The Burgess variance theorem and the excess noise factor

A junction with internal gain turns each primary carrier into a random number of collected carriers. The output fluctuates because the number of primaries varies and because the gain varies from one primary to the next. The variance theorem of Burgess separates the two causes. It is derived here, carried over to the spectral density of the terminal current, and applied to one conduction-band step in AlInAsSb.

1. Premises and conventions

Angle brackets denote ensemble averages, var X = ⟨X²⟩ − ⟨X⟩², and q is the elementary charge. Spectral densities are one-sided, so that a stationary current has the variance ∫₀^∞ S(f) df. In a window of length τ, N primaries enter the multiplier. Primary k leads to M_k collected electrons, itself included, so M = 1 means no multiplication. The total is

K = M_1 + M_2 + … + M_N,  with K = 0 for N = 0.  (1)

P1. All M_k have the same distribution, with finite ⟨M²⟩ and ⟨M⟩ > 0.
P2. The M_k are mutually independent.
P3. The M_k are independent of N and of the arrival times.
P4. (Sections 3 and 4, where stated.) The primaries form a stationary Poisson process of rate λ.
P5. (Section 4.) The terminal voltage is fixed, and every carrier of a family reaches its contact within a time τ_p.

2. The variance theorem

Fix N = n. By P3 this leaves the distribution of the gains unchanged, and by P1

⟨K | n⟩ = n⟨M⟩.  (2)

The square of (1) has n diagonal terms M_k² and n(n − 1) cross terms M_j M_k with j ≠ k. By P2 each cross term averages to ⟨M⟩², so

⟨K² | n⟩ = n⟨M²⟩ + n(n − 1)⟨M⟩² = n var M + n²⟨M⟩².  (3)

Averaging (2) and (3) over n gives ⟨K⟩ = ⟨N⟩⟨M⟩ and ⟨K²⟩ = ⟨N⟩ var M + ⟨N²⟩⟨M⟩². Subtracting ⟨K⟩² = ⟨N⟩²⟨M⟩² yields the theorem:

var K = ⟨M⟩² var N + ⟨N⟩ var M.  (4)

The first term is the input fluctuation amplified by a noiseless gain ⟨M⟩; the second is the sum of ⟨N⟩ independent gain variances. No property of N beyond a finite second moment was used, and of P2 only the absence of pair correlations.

Generating functions give the full distribution. Let G_X(z) = ⟨z^X⟩, so that G_X(1) = 1, G_X′(1) = ⟨X⟩ and G_X″(1) = ⟨X(X − 1)⟩. For N = n, P1 to P3 give ⟨z^K | n⟩ = [G_M(z)]ⁿ, and the average over n is

G_K(z) = G_N(G_M(z)).  (5)

The chain rule at z = 1 gives G_K′ = ⟨N⟩⟨M⟩ and G_K″ = ⟨N(N − 1)⟩⟨M⟩² + ⟨N⟩⟨M(M − 1)⟩. Then var K = G_K″ + G_K′ − G_K′² = ⟨M⟩²(⟨N²⟩ − ⟨N⟩²) + ⟨N⟩(⟨M²⟩ − ⟨M⟩²), which is (4) again.

3. The excess noise factor

Define

F = ⟨M²⟩/⟨M⟩² = 1 + var M/⟨M⟩².  (6)

Since var M ≥ 0, F ≥ 1, with equality only if every primary receives the same gain. With the Fano factor of the primaries, φ = var N/⟨N⟩, equation (4) becomes

var K = ⟨N⟩⟨M⟩²(φ + F − 1).  (7)

A Poisson count has G_N(z) = exp[⟨N⟩(z − 1)], hence ⟨N(N − 1)⟩ = ⟨N⟩² and φ = 1. Under P4, therefore, var K = ⟨N⟩⟨M⟩²F = ⟨N⟩⟨M²⟩, and the signal-to-noise ratio ⟨K⟩²/var K falls from ⟨N⟩ at the input to ⟨N⟩/F at the output. F is a property of the multiplier alone, but it is the whole degradation factor only for Poisson input; in general that factor is (φ + F − 1)/φ.

F depends on what is called a primary. Suppose that a photogenerated electron reaches the multiplier with probability η and otherwise recombines in the neutral absorber. By (5) the survivors have G_N(1 − η + ηz) = exp[η⟨N⟩(z − 1)], again a Poisson law. One may count only survivors, as is done below, or count all and allow M = 0; in the second convention ⟨M⟩ and ⟨M²⟩ are both multiplied by η, and F becomes F/η.

4. From counts to the current spectrum

Charge per primary. At fixed voltage (P5) the Shockley–Ramo theorem says that a carrier moving a distance dx across a planar depleted layer of width W drives the charge q dx/W through the circuit. A pair created at x, measured from the p side, sends its electron over W − x and its hole over x, and contributes q in all. If the permittivity varies, dx/W is replaced by the change of a weighting potential that still runs from 0 to 1, and the sum is still q. Band offsets do not enter the weighting potential. A family of M electrons consists of M pairs (for a primary that diffused in from the p side, the primary alone crosses all of W), so its current pulse h(t) carries the charge qM. The primary current is I_p = qλ and the mean output current is I = ⟨M⟩I_p.

Zero frequency, any primary statistics. The current averaged over the window is I_τ = qK/τ, apart from pulses cut by the window edges, whose share is of order τ_p/τ. Averaging over τ is a linear filter with power response sin²(πfτ)/(πfτ)². For τ long enough that S_I is flat over the pass band, and with ∫₀^∞ (sin²x/x²) dx = π/2,

var I_τ = S_I(0) ∫₀^∞ [sin²(πfτ)/(πfτ)²] df = S_I(0)/(2τ).  (8)

Also var I_τ = q² var K/τ². With (7) and ⟨N⟩ = I_p τ/q,

S_I(0) = 2q² var K/τ = 2qI_p⟨M⟩²(φ + F − 1),  (9)

where φ is the long-window value. For Poisson primaries,

S_I = 2qI_p⟨M⟩²F = 2qI_p⟨M²⟩.  (10)

For M = 1 this is Schottky's shot-noise formula 2qI_p. In terms of the output current, S_I = 2qI⟨M⟩F.

Finite frequency, Poisson primaries. Write i(t) = Σ_k h_k(t − t_k), extend P1 to P3 to the whole pulse shapes, and let H_k(f) = ∫ h_k(t) exp(−2πi f t) dt, so that H_k(0) = qM_k. The transform of the pulses that start in the window is X = Σ_k H_k exp(−2πi f t_k). Given N = n, Poisson arrival times are independent and uniform on the window, so each phase factor averages to w = (1/τ)∫₀^τ exp(−2πi f t) dt. As in (3),

⟨|X|² | n⟩ = n⟨|H|²⟩ + n(n − 1)|⟨H⟩|²|w|².

Averaging with ⟨N(N − 1)⟩ = ⟨N⟩² makes the second term equal to |⟨X⟩|², because ⟨X⟩ = ⟨N⟩⟨H⟩w. Thus ⟨|X − ⟨X⟩|²⟩ = λτ⟨|H|²⟩, and the one-sided density, the limit of 2⟨|X − ⟨X⟩|²⟩/τ for long τ, is

S_I(f) = 2λ⟨|H(f)|²⟩.  (11)

At f = 0 this is (10). To bound the departure from (10), take pulses of one sign and treat h(t)/(qM) as a probability density in time, of variance σ_t². Then |H|²/(qM)² is the average of cos[2πf(t − t′)] over two independent times. From 1 ≥ cos y ≥ 1 − y²/2 and the mean of (t − t′)², which is 2σ_t², it lies between 1 − (2πfσ_t)² and 1. A density confined to an interval τ_p has σ_t ≤ τ_p/2, since the variance cannot exceed the mean square distance from the midpoint. Hence

1 − (πfτ_p)² ≤ S_I(f)/S_I(0) ≤ 1.  (12)

A modulated rate λ(t) gives the mean current ∫λ(t′)⟨h(t − t′)⟩dt′, so the small-signal gain at frequency f is ⟨H(f)⟩/q. The ratio ⟨|H|²⟩/|⟨H⟩|² is at least 1 at every frequency, because ⟨|H − ⟨H⟩|²⟩ ≥ 0. Dividing a rolled-off noise by the square of the direct-current gain can give less than 1, but that quotient is not F.

5. Gain statistics of a single staircase step

In the staircase multiplier proposed by Capasso and co-workers, an electron gains the energy for impact ionization from a drop of the conduction-band edge and not from a high field. In the AlInAsSb version, lattice-matched to GaSb, the electron passes from a wide-gap alloy near Al0.7In0.3AsSb into a thin narrow-gap region near InAsSb, and the composition is then graded back, with the reverse bias flattening the resulting rise. Typical approximate values are a step ΔE_c ≈ 0.6 eV and a narrow gap E_g ≈ 0.25 eV. The valence-band edge changes much less, so holes receive no comparable kick. Each pair costs at least E_g, and ΔE_c/E_g = 2.4. If the energy taken from the applied field is ignored, energy conservation allows at most two pairs, so M ≤ 3.

The basic model adds one premise.

P6. An electron crossing the step creates one pair with probability p and none with probability 1 − p; holes do not ionize.

Then G_M(z) = (1 − p)z + pz², and

⟨M⟩ = 1 + p,  ⟨M²⟩ = (1 − p) + 4p = 1 + 3p,  var M = p(1 − p),  (13)

F = (1 + 3p)/(1 + p)² = 1 + p(1 − p)/(1 + p)² = (3⟨M⟩ − 2)/⟨M⟩².  (14)

F equals 1 at p = 0 and at p = 1. Its derivative is [3(1 + p) − 2(1 + 3p)]/(1 + p)³ = (1 − 3p)/(1 + p)³, so the maximum lies at p = 1/3, where F = 9/8 = 1.125. For Poisson input, (5) factorizes into exp[⟨N⟩(1 − p)(z − 1)] and exp[⟨N⟩p(z² − 1)]: the output is A + 2B, with A and B independent Poisson counts of single and double events, and var K = ⟨N⟩(1 − p) + 4⟨N⟩p = ⟨N⟩(1 + 3p), in accord with (13).

Equation (14) is a lower bound. For every integer M, (M − 1)(M − 2) ≥ 0, and identically

⟨M²⟩ = 3⟨M⟩ − 2 + ⟨(M − 1)(M − 2)⟩.  (15)

No integer-valued gain of the same mean therefore has a smaller F than the two-valued one.

The theorem also yields the comparison with a multiplier in which ionization is spread out in space. Cascade s equal steps, each of mean g = 1 + p and variance v = p(1 − p), and let M_j be the number of electrons after step j. These are the primaries of step j + 1, so ⟨M_j⟩ = g^j and (4) gives var M_(j+1) = g² var M_j + g^j v. Division by g^(2j+2) shows that step j + 1 adds (v/g²)g^(−j) to F. Summing the geometric series from j = 0 to s − 1,

F_s = 1 + (v/g²)(1 − g^(−s))/(1 − 1/g) = 1 + [(1 − p)/(1 + p)][1 − (1 + p)^(−s)].  (16)

For s = 1 this is (14). For s → ∞ and p → 0 at fixed ⟨M⟩ = (1 + p)^s, it tends to F = 2 − 1/⟨M⟩, McIntyre's result for a uniform avalanche region in which only electrons ionize and have no memory of their past. Of all ways to reach a mean gain below 2, one localized trial is the quietest.

6. Corrections to the two-valued model

Double ionization. Let M = 3 occur with probability ε at unchanged ⟨M⟩. In (15) only M = 3 contributes to the last average, with the value 2, so

F = (3⟨M⟩ − 2 + 2ε)/⟨M⟩².  (17)

Hole feedback. Let the secondary hole, on its way back, create with probability u one pair on the p side of the step. The new electron crosses the step and starts a family M′ distributed as M; the holes of that event are taken not to ionize again. With independent 0-or-1 variables b (mean p) and d (mean u), M = 1 + b(1 + dM′). Using b² = b and d² = d,

⟨M⟩ = 1 + p + pu⟨M⟩,
⟨M²⟩ = 1 + 2p(1 + u⟨M⟩) + p(1 + 2u⟨M⟩ + u⟨M²⟩).

Solving, ⟨M⟩ = (1 + p)/(1 − pu) and ⟨M²⟩ = (1 + 3p + 4pu⟨M⟩)/(1 − pu). Then F = [(1 + 3p)(1 − pu) + 4pu(1 + p)]/(1 + p)², or

F = 1 + [p(1 − p) + pu(3 + p)]/(1 + p)².  (18)

Feedback equals the step's own term at u = (1 − p)/(3 + p), which is small when p is near 1.

Mixed injection. If a fraction x of the primaries is generated beyond the step, these have M = 1, and (13) and (14) hold with p replaced by (1 − x)p.

7. Range of validity

Equation (4) is exact under P1 to P3. Equation (10) needs P4 and P5 as well, and (14) needs P6. The premises fail as follows.

P1 with finite moments excludes breakdown; in the feedback model it requires pu < 1. Slow drifts of p, from temperature or trap occupancy, correlate the gains and break P2. If distinct gains have a covariance γ, each cross term in (3) grows by γ, and (4) acquires ⟨N(N − 1)⟩γ, which is quadratic in the current. Space charge that alters p makes the gain depend on N and breaks P2 and P3; negative feedback of this kind can suppress noise below (10). Electrons held in the narrow-gap region at too low a bias lengthen τ_p and raise the space charge.

If the optical power fluctuates, the count is Poisson only for a given rate. Conditioning on the integrated rate Λ gives var N = ⟨N⟩ + var Λ, and by (8) the primary spectrum is 2qI_p + rI_p², where r is the one-sided relative intensity noise. Then φ = 1 + rI_p/(2q) in (9).

A load resistance R_L and the junction capacitance C relax P5. For a gain insensitive to bias, the spectrum in the load is multiplied by 1/[1 + (2πfR_LC)²]. Independent sources add to (10): the Johnson noise 4k_BT/R_L, and 2qI_d⟨M²⟩_d for a primary dark current I_d with its own gain distribution, which is M = 1 for pairs generated thermally in or beyond the narrow-gap region. An apparent F below the bound (3⟨M⟩ − 2)/⟨M⟩² means that a premise or the calibration of I_p, gain or bandwidth has failed.

8. Numerical illustration

The value p = 0.8 is chosen to reproduce a mean gain of 1.8, typical of single-step AlInAsSb devices; it is not derived from the band structure. The other inputs are illustrative: I_p = 10 µA spread over a diode of diameter 100 µm, W = 1 µm, drift speed of the slower carrier about 10⁵ m/s, relative permittivity about 14, R_L = 50 Ω, T = 300 K, f = 100 MHz.

p = 0.6: ⟨M⟩ = 1.6, var M = 0.24, F = 1.094, 2 − 1/⟨M⟩ = 1.375
p = 0.8: ⟨M⟩ = 1.8, var M = 0.16, F = 1.049, 2 − 1/⟨M⟩ = 1.444
p = 0.9: ⟨M⟩ = 1.9, var M = 0.09, F = 1.025, 2 − 1/⟨M⟩ = 1.474

At p = 0.8, ⟨M²⟩ = 3.4, ⟨M⟩² = 3.24 and F − 1 = 0.049. The shot-noise-limited signal-to-noise ratio drops by 10 log₁₀F = 0.21 dB, against 1.60 dB for the distributed electron-only avalanche of equal gain. The output current is 18 µA. With 2qI_p = 3.20 × 10⁻²⁴ A²/Hz, equation (10) gives S_I = 1.089 × 10⁻²³ A²/Hz, or 3.30 pA/√Hz. Of this, 1.038 × 10⁻²³ A²/Hz is amplified primary shot noise and 5.1 × 10⁻²⁵ A²/Hz, the term 2qI_p var M, comes from the step.

Bandwidth. A pulse lasts at most one forward and one backward transit, τ_p = 2W/v_d = 20 ps with v_d the drift speed above. At 100 MHz, (πfτ_p)² = 4 × 10⁻⁵, and this bound reaches F − 1 only at 3.5 GHz. The capacitance is 0.97 pF, so (2πfR_LC)² = 9 × 10⁻⁴ at 100 MHz; it equals F − 1 at 0.73 GHz, where an uncorrected F would appear as 1.

Independence. On average λτ_p = 1.2 × 10³ families at most are in flight. The moving charge of either sign is at most ⟨M⟩I_pτ_p = 3.6 × 10⁻¹⁶ C, and the potential it can shift is at most of order this charge divided by C, 0.37 mV, negligible beside a step of 0.6 eV. A tightly focused spot or electron storage at the step weakens this estimate.

Terms that rival the step noise. Double ionization with ε = 0.02 adds 0.012 to F, which is 25 per cent of F − 1, and ε = 0.08 doubles F − 1. Feedback with u = 0.01 moves the gain only to 1.815 but adds 0.0094 to F, 19 per cent of F − 1, and u = 0.053 doubles it. Source noise matches F − 1 at r = 2q(F − 1)/I_p = 1.6 × 10⁻¹⁵ Hz⁻¹, or −148 dB/Hz. An unmultiplied dark current equals the step term at I_d = I_p var M = 1.6 µA, a density of 2.0 × 10² A/m². The Johnson noise of the load, 3.31 × 10⁻²² A²/Hz, is 30 times S_I and 6.5 × 10² times the step term. In this circuit the step improves the power signal-to-noise ratio over that of an otherwise equal unity-gain diode, dark current neglected, by ⟨M⟩²(2qI_p + 4k_BT/R_L)/(S_I + 4k_BT/R_L) = 3.167. A noiseless gain of 1.8, with S_I replaced by 2qI_p⟨M⟩², would give 3.172. The limit ⟨M⟩² = 3.24 is reached only when shot noise is negligible beside the Johnson noise; the shortfall from it comes almost entirely from amplified primary shot noise and not from the step.

The model's result is F ≈ 1.05 at gain 1.8. It is the least value that (15) allows at that gain, and excess noise factors near unity are what is typical of such staircases. F itself is robust, since the corrections above shift it by about one per cent each for the values assumed. The small difference F − 1 is not: it varies from 0.094 to 0.025 as the gain goes from 1.6 to 1.9, and a few per cent of feedback or double ionization changes it by a comparable amount.